# On-state voltage of a thyristor from the PiN model of both bases

A latched thyristor is a stack p⁺ (anode emitter), n (wide base, width $W_n$, doping $N_D$), p (narrow base, width $W_p$, doping $N_A$), n⁺ (cathode emitter), with junctions J1, J2, J3 in that order. In the on-state both emitters inject. If the injected density exceeds the doping of both bases, the two bases act as one region filled with electron-hole plasma, and the device conducts like a PiN diode whose middle region has width

$$2d = W_n + W_p .$$

At each paragraph marked **Predict**, commit to an answer before reading on.

## Premises and conventions

The coordinate $x$ runs from $-d$ at J1 to $+d$ at J3, and the current density $J>0$ flows along $+x$. The thermal voltage is $V_T = kT/q$, with $q>0$. Lengths are in cm and densities in cm⁻³.

1. The state is steady, isothermal and one-dimensional: the plasma has spread over the whole area, and gate current and cathode shorts are ignored.
2. Both bases are flooded and quasi-neutral: $n \approx p \gg N_D,\ N_A,\ n_i$.
3. Recombination is of Shockley-Read-Hall type. For $n=p$ far above $n_i$ and the trap densities $n_1$, $p_1$, the rate $(np-n_i^2)/[\tau_{p0}(n+n_1)+\tau_{n0}(p+p_1)]$ reduces to $n/\tau$ with $\tau = \tau_{n0}+\tau_{p0}$, taken uniform.
4. The mobilities are constant, the statistics are Boltzmann, and $D_{n,p} = V_T\mu_{n,p}$.
5. The emitters are ideal: no electron current enters the p⁺ layer and no hole current enters the n⁺ layer.
6. Quasi-Fermi levels are flat across the thin space-charge layers, and the emitters and contacts drop no voltage.

## Step 1: what becomes of the middle junction

With $\psi$ the electrostatic potential of the intrinsic level and $\phi_n$, $\phi_p$ the quasi-Fermi potentials,

$$n = n_i e^{(\psi-\phi_n)/V_T}, \qquad p = n_i e^{(\phi_p-\psi)/V_T}. \tag{1}$$

**Predict.** J2 blocks kilovolts in the off-state. How large a potential step is left there when both sides are flooded?

Dividing the two relations gives $\psi = \tfrac12(\phi_n+\phi_p) + \tfrac12 V_T\ln(n/p)$. Neutrality sets $n-p = N_D$ on the n side and $n-p=-N_A$ on the p side, so $\ln(n/p) \approx N_D/n$ and $-N_A/n$. The quasi-Fermi potentials are continuous, hence the step in $\psi$ is $V_T(N_D+N_A)/2n$, much less than $V_T$ under premise 2. J2 drops out of the problem, and neither doping appears again.

## Step 2: the ambipolar equation

With $p=n$ and a prime for $d/dx$, the currents are

$$J_n = q\mu_n nE + qD_n n', \qquad J_p = q\mu_p nE - qD_p n' .$$

Their sum $J$ is independent of $x$ in steady state. Solving the sum for the field gives

$$E = \frac{J}{q(\mu_n+\mu_p)n} - B\,V_T\,\frac{n'}{n}, \qquad B = \frac{\mu_n-\mu_p}{\mu_n+\mu_p}. \tag{2}$$

The first term is ohmic. The second, the diffusion field, keeps the faster electrons from outrunning the holes. Inserting (2) in $J_n$, the coefficient of $qn'$ is $D_n - \mu_n V_T B = 2D_nD_p/(D_n+D_p)$, and $\mu_n/(\mu_n+\mu_p) = (1+B)/2$, so

$$J_n = \frac{1+B}{2}J + qD_a n', \qquad J_p = \frac{1-B}{2}J - qD_a n', \qquad D_a = \frac{2D_nD_p}{D_n+D_p}. \tag{3}$$

Electron continuity reads $J_n' = qn/\tau$. The first term of $J_n$ is constant, so

$$n'' = \frac{n}{L_a^2}, \qquad L_a = \sqrt{D_a\tau}. \tag{4}$$

## Step 3: mean density without solving anything

**Predict.** By premise 5, $J_n(-d)=0$ and $J_n(d)=J$. What does this fix about the stored plasma?

Integrate $J_n' = qn/\tau$ across the region: $J = (q/\tau)\int_{-d}^{d} n\,dx$. The whole current is recombination current of the plasma, and the mean density is

$$\bar n = \frac{J\tau}{2qd}. \tag{5}$$

**Predict.** Treat the plasma as uniform at $\bar n$. How does the drop across it depend on $J$?

The conductivity $q(\mu_n+\mu_p)\bar n$ is proportional to $J$, so the current cancels:

$$V_{\rm unif} = \frac{2d\,J}{q(\mu_n+\mu_p)\bar n} = \frac{(2d)^2}{(\mu_n+\mu_p)\tau}. \tag{6}$$

The next steps show how far this estimate can be trusted.

## Step 4: the carrier profile

Setting $J_n(-d)=0$ and $J_p(d)=0$ in (3) gives the slopes

$$n'(-d) = -\frac{(1+B)J}{2qD_a}, \qquad n'(d) = \frac{(1-B)J}{2qD_a}.$$

Let $\xi = x/L_a$, $u = d/L_a$ and $n = a\cosh\xi + b\sinh\xi$, the general solution of (4). Then $L_a n'(\pm d) = \pm a\sinh u + b\cosh u$. The difference of the two conditions gives $2a\sinh u = JL_a/qD_a$ and their sum gives $2b\cosh u = -BJL_a/qD_a$. With $L_a/D_a = \tau/L_a$,

$$n(x) = \frac{J\tau}{2qL_a}\left[\frac{\cosh\xi}{\sinh u} - B\,\frac{\sinh\xi}{\cosh u}\right]. \tag{7}$$

The odd term averages to zero and the even term averages to $1/u$, which returns (5). At the edges, with $t=\tanh u$,

$$n_L \equiv n(-d) = \frac{J\tau}{2qL_a}\,\frac{1+Bt^2}{t}, \qquad n_R \equiv n(d) = \frac{J\tau}{2qL_a}\,\frac{1-Bt^2}{t}. \tag{8}$$

For $\mu_n>\mu_p$ the plasma is denser at the anode, because the slower holes need the steeper gradient. The shape of (7) does not depend on $J$, only its scale does.

## Step 5: the mid-region drop

**Predict.** Insert (7) in (2). Is any dependence on $J$ left in $V_M = \psi(-d)-\psi(d) = \int_{-d}^{d}E\,dx$?

None is left, since $J/n$ and $n'/n$ are both free of $J$. Write $V_M = V_\Omega+V_D$. The diffusion term integrates at once:

$$V_D = B V_T\ln\frac{n_L}{n_R} = BV_T\ln\frac{1+Bt^2}{1-Bt^2}. \tag{9}$$

In the ohmic term the prefactor is $2L_a^2/[(\mu_n+\mu_p)\tau] = 2D_a/(\mu_n+\mu_p) = V_T(1-B^2)$, because $1-B^2 = 4\mu_n\mu_p/(\mu_n+\mu_p)^2$. The bracket of (7) is a shifted cosh, $(s/\sinh u)\cosh(\xi-\xi_0)$, with $\tanh\xi_0 = Bt$ and $s = \sqrt{1-B^2t^2} = 1/\cosh\xi_0$. Using $\int dy/\cosh y = 2\arctan\tanh(y/2)$,

$$\int_{-u}^{u}\frac{d\xi}{\cosh(\xi-\xi_0)} = 2\arctan\tanh\frac{u-\xi_0}{2} + 2\arctan\tanh\frac{u+\xi_0}{2} = 2\arctan\frac{\sinh u}{\cosh\xi_0}.$$

The last equality follows from the addition theorem for the tangent: with $\alpha$, $\beta$ the two half-arguments, $(\tanh\alpha+\tanh\beta)/(1-\tanh\alpha\tanh\beta) = \sinh(\alpha+\beta)/\cosh(\alpha-\beta)$. Therefore

$$V_\Omega = 2(1-B^2)V_T\,\frac{\sinh u}{s}\,\arctan(s\sinh u). \tag{10}$$

**Predict.** Does $V_M$ tend to (6) for $d\ll L_a$?

Only its ohmic part does. In terms of $u$, (6) is $2(1-B^2)u^2V_T$, the leading term of (10). The leading term of (9) is $2B^2u^2V_T$, of the same order, so $V_M\to 2u^2V_T$ whatever the mobility ratio. For $B$ near one half, (6) gives about three quarters of this. For $d\gg L_a$ the arctangent tends to $\pi/2$ and $s$ to $\sqrt{1-B^2}$, so $V_\Omega\to(\pi/2)\sqrt{1-B^2}\,e^{u}V_T$. The centre is starved of carriers, the drop grows exponentially, and the quadratic estimate (6) falls far short.

## Step 6: the terminal voltage

By premise 6 the anode contact sits at $\phi_p(-d)$ and the cathode contact at $\phi_n(d)$, since the majority-carrier level is flat through each emitter and its junction. From (1), $\phi_p(-d) = \psi(-d)+V_T\ln(n_L/n_i)$ and $\phi_n(d) = \psi(d)-V_T\ln(n_R/n_i)$. Subtracting,

$$V = V_J+V_M, \qquad V_J = V_T\ln\frac{n_Ln_R}{n_i^2}. \tag{11}$$

**Predict.** What ideality factor follows?

Both edge densities scale as $J$, so $V_J = 2V_T\ln J+$ const and the factor is 2. From (8), $\sqrt{n_Ln_R} = (J\tau/2qL_a)\sqrt{1-B^2t^4}/t$, and (11) sets this equal to $n_i\exp[(V-V_M)/2V_T]$. Solving for $J$ with $L_a/\tau = D_a/L_a = D_a u/d$,

$$J = \frac{2qD_an_i}{d}\,F(u)\,e^{qV/2kT}, \qquad F(u) = \frac{u\tanh u}{\sqrt{1-B^2\tanh^4u}}\;e^{-V_M(u)/2V_T}. \tag{12}$$

## Step 7: the best lifetime

**Predict.** The blocking voltage fixes $d$. Does the longest lifetime give the lowest $V$?

With ideal emitters it does not. At fixed $d$ the lifetime enters only through $u$. For $u\to0$, $F\to u^2\propto1/\tau$: a long lifetime stores more plasma at a given current, and $V_J$ rises logarithmically while $V_M$ has nothing left to give. For large $u$ the factor $e^{-V_M/2V_T}$ collapses. Keeping only the leading small-$u$ form of each factor gives the crude shape $u^2e^{-u^2}$, which peaks at $u=1$. The full function, for the value of $B$ used below, peaks at $u=0.955$ with $F=0.315$. This optimum refers to varying $\tau$ at fixed $d$. At fixed $\tau$ the quantity to maximise is $F/u$, whose crude form $ue^{-u^2}$ peaks at the smaller value $u=1/\sqrt2$. Both optima rest on premise 5, which the next step releases.

## Step 8: releasing the ideal emitters

Premise 5 fails first, and it can be released without changing (4). At the base edge of the p⁺ emitter, flat quasi-Fermi levels give a minority electron density $n_L^2/N_E$, with $N_E$ the effective emitter doping. The emitter is in low-level injection, so the electron current it absorbs is linear in that density: $J_n(-d) = qhn_L^2$. Likewise $J_p(d) = qhn_R^2$, with the same emitter parameter $h$ (cm⁴/s) assumed on both sides. The solution of (4) in terms of its edge values is

$$n = \frac{n_L\sinh(u-\xi)+n_R\sinh(u+\xi)}{\sinh 2u},$$

and (3) at the two edges gives, with $G = qD_a/(L_a\sinh2u)$,

$$qhn_L^2 + G(n_L\cosh2u-n_R) = \frac{1+B}{2}J, \qquad qhn_R^2 + G(n_R\cosh2u-n_L) = \frac{1-B}{2}J. \tag{13}$$

The first equation gives $n_R$ in terms of $n_L$, and the second is then a single root search. $V_J$ and $V_D=BV_T\ln(n_L/n_R)$ keep their form, and $V_\Omega$ is the integral of the first term of (2).

**Predict.** How does $V_\Omega$ scale at high current?

The quadratic terms dominate, so $n\propto\sqrt J$ and $V_\Omega\propto J/n\propto\sqrt J$. A mid-region drop independent of $J$ is a property of ideal emitters alone. Equation (12) holds while the currents $qhn_L^2+qhn_R^2$, computed from (8), stay well below $J$, that is for $J\ll J_h$ with

$$J_h = \frac{2qL_a^2}{h\tau^2}\,\frac{t^2}{1+B^2t^4}. \tag{14}$$

## Illustration: 8 kV silicon thyristor, 1.4 mm wafer

Assumed or typical inputs, all at 300 K: $W_n=1200$ µm and $W_p=100$ µm, the other 100 µm of the wafer being the two emitters; $N_D=1\times10^{13}$ cm⁻³; mean $N_A=1\times10^{16}$ cm⁻³; $\mu_n=1400$ and $\mu_p=450$ cm²/(V s); $n_i=1.0\times10^{10}$ cm⁻³; $\tau=300$ µs; $h=2\times10^{-14}$ cm⁴/s. With the compiled static dielectric constant 11.7 (Ioffe Institute), a one-sided abrupt junction at 8 kV depletes $\sqrt{2\varepsilon V/qN_D}=1.02$ mm, which fits inside $W_n$. All results are computed from unrounded intermediates.

The derived quantities are $d=650$ µm, $V_T=25.85$ mV, $B=0.514$, $D_a=17.6$ cm²/s, $L_a=727$ µm and $u=0.894$. Equations (10) and (9) give $V_\Omega=31.6$ mV and $V_D=7.1$ mV, so $V_M=38.7$ mV, against 30.5 mV from (6). Then $F=0.313$, within one per cent of the maximum. The prefactor $2qD_an_i/d$ is $8.68\times10^{-7}$ A/cm², so

$$J = 2.71\times10^{-7}\ \mathrm{A/cm^2}\times e^{qV/2kT},$$

a slope of 119 mV per decade of current.

**Predict.** Equation (14) gives $J_h=0.45$ A/cm². By how much will real emitters change $V$ at 1 A/cm² and at a working current of 50 A/cm²?

Densities in the table are in $10^{16}$ cm⁻³ and voltages in V. The third decimal is kept only to show the sums.

| $J$ (A/cm²) | emitters | $n_L$ | $n_R$ | $\bar n$ | $V_J$ | $V_\Omega$ | $V_D$ | $V$ |
|---|---|---|---|---|---|---|---|---|
| 1 | ideal, (12) | 2.28 | 1.33 | 1.44 | 0.743 | 0.032 | 0.007 | 0.782 |
| 1 | with $h$, (13) | 1.10 | 0.636 | 0.693 | 0.705 | 0.066 | 0.007 | 0.778 |
| 50 | ideal, (12) | 114 | 66.7 | 72.0 | 0.945 | 0.032 | 0.007 | 0.984 |
| 50 | with $h$, (13) | 10.4 | 5.89 | 6.48 | 0.821 | 0.352 | 0.007 | 1.180 |

At 1 A/cm² the emitters halve the plasma, yet $V$ moves by only 4 mV, because the loss in $V_J$ and the gain in $V_\Omega$ nearly cancel. At 50 A/cm² the bases recombine only 9 per cent of the current, $V_\Omega$ is 11 times its ideal value, and $V$ rises by 0.20 V.

The emitters also remove the lifetime optimum of Step 7 at these currents, because they cap the stored plasma and with it $V_J$. For $\tau\to\infty$ the profile is linear, $G\to qD_a/2d$ and $\cosh2u\to1$, and (13) gives 0.765 V at 1 A/cm² and 1.09 V at 50 A/cm², both below the values in the table for $u=0.894$. The optimum near $d=L_a$ applies only for $J\ll J_h$.

A lifetime cut to 30 µs shows the other side of $F$. Then $u=2.83$, $V_M=0.55$ V where (6) gives 0.30 V, $F=7.9\times10^{-5}$, and the ideal-emitter voltage at 50 A/cm² is 1.41 V.

## Range of validity

**Neutrality and statistics.** The space charge that the field (2) implies is of order $\varepsilon V_T/L_a^2$, a fraction $(L_D/L_a)^2$ of $2qn$, with $L_D=\sqrt{\varepsilon V_T/2qn}$. At $n=1.44\times10^{16}$ cm⁻³, $L_D=24$ nm and the fraction is $1.1\times10^{-9}$. The largest quasi-Fermi splitting in the table, $2kT\ln(n_L/n_i)=0.96$ eV, lies $6.2\,kT$ below the compiled gap of 1.12 eV (Wing 2021), so Boltzmann statistics are adequate. Gap narrowing in the plasma is not included.

**Lower limit in current.** From (5), $\bar n$ reaches $N_D$ at $6.9\times10^{-4}$ A/cm², so the n-base floods early. From (8), $n_R$ reaches $N_A$ only at 0.75 A/cm², which is above $J_h$. For these inputs there is no current at which premises 2 and 5 both hold strictly. The cost in voltage can be estimated. Where the hole current in the p-base is small, $\phi_p$ is flat, and $J_n=-q\mu_n n\phi_n'$ with (1) gives $(np)' = J_n p/qD_n$, where $p=n+N_A$. The doping thus adds at most $JW_pN_A/qD_n$ to the rise of $np$ across the p-base. Taking $np\approx n_R^2$ at J2, the extra drop is about $V_T\ln(1+JW_pN_A/qD_nn_R^2)$. With $n_R$ from (13) this is 9 mV at 1 A/cm² and 6 mV at 50 A/cm². At these currents incomplete flooding of a thin p-base costs little, and near 1 A/cm² the simple result (12) gives the model's voltage, about 0.78 V, to about a hundredth of a volt, even though its densities are too high by a factor of two. At lower current the cost grows. With $n_R\propto J$ from (8) the argument of the logarithm is $1+0.097/J$, with $J$ in A/cm², which gives 18 mV at 0.1 A/cm² and 61 mV at 0.01 A/cm². Well below 0.1 A/cm² this term tends to $-V_T\ln J+$ const, so the ideality factor falls toward 1 and the slope toward 60 mV per decade, and (12) no longer applies.

**Upper limit in current.** At 50 A/cm² three neglected terms exceed the ideal $V_M$ by far.

- Emitter recombination adds 0.20 V, as computed above.
- Auger recombination, with a typical ambipolar coefficient $C=1.7\times10^{-30}$ cm⁶/s, has the lifetime $1/Cn^2$. At the ideal $\bar n$ this is 1.1 µs, so that row of the table cannot be reached. At the emitter-limited $\bar n$ it is 140 µs, which combines with 300 µs to 95 µs. Solving (13) with a uniform $\tau=95$ µs gives 1.39 V, a further 0.21 V. This probably overstates the effect, since the lowered density in the centre lengthens the Auger lifetime there.
- Carrier-carrier scattering typically lowers $\mu_n+\mu_p$ by roughly one third at such densities. At unchanged profile this multiplies $V_\Omega$ by 3/2 and adds about 0.18 V.

**Geometry and temperature.** Equation (6) serves only for $d\lesssim L_a$. Graded diffusion profiles, cathode shorts, incomplete plasma spreading and contact resistance are outside the model. The lattice mobilities typically halve between 300 K and about 400 K, which raises $V_\Omega$ in a hot device while the larger $n_i$ lowers $V_J$.

The model's values at 50 A/cm², 0.98 V with ideal emitters and 1.18 V with emitter recombination, are therefore low. Thyristors of this voltage class typically show about 2 V at some tens of A/cm² and working temperature, often with the lifetime deliberately reduced to limit stored charge, so the ideal result misses by roughly a factor of two and the emitter-corrected one by somewhat less. Equation (12) describes the characteristic only from roughly 0.1 to 1 A/cm² for this wafer, bounded below by the unflooded p-base and above by the emitters. Its optimum near $d=L_a$ belongs to ideal emitters and holds only for $J\ll J_h$. At 1 and 50 A/cm², (13) gives a lower voltage in the long-lifetime limit. The steeper rise at working current comes from (13) and the density-dependent terms.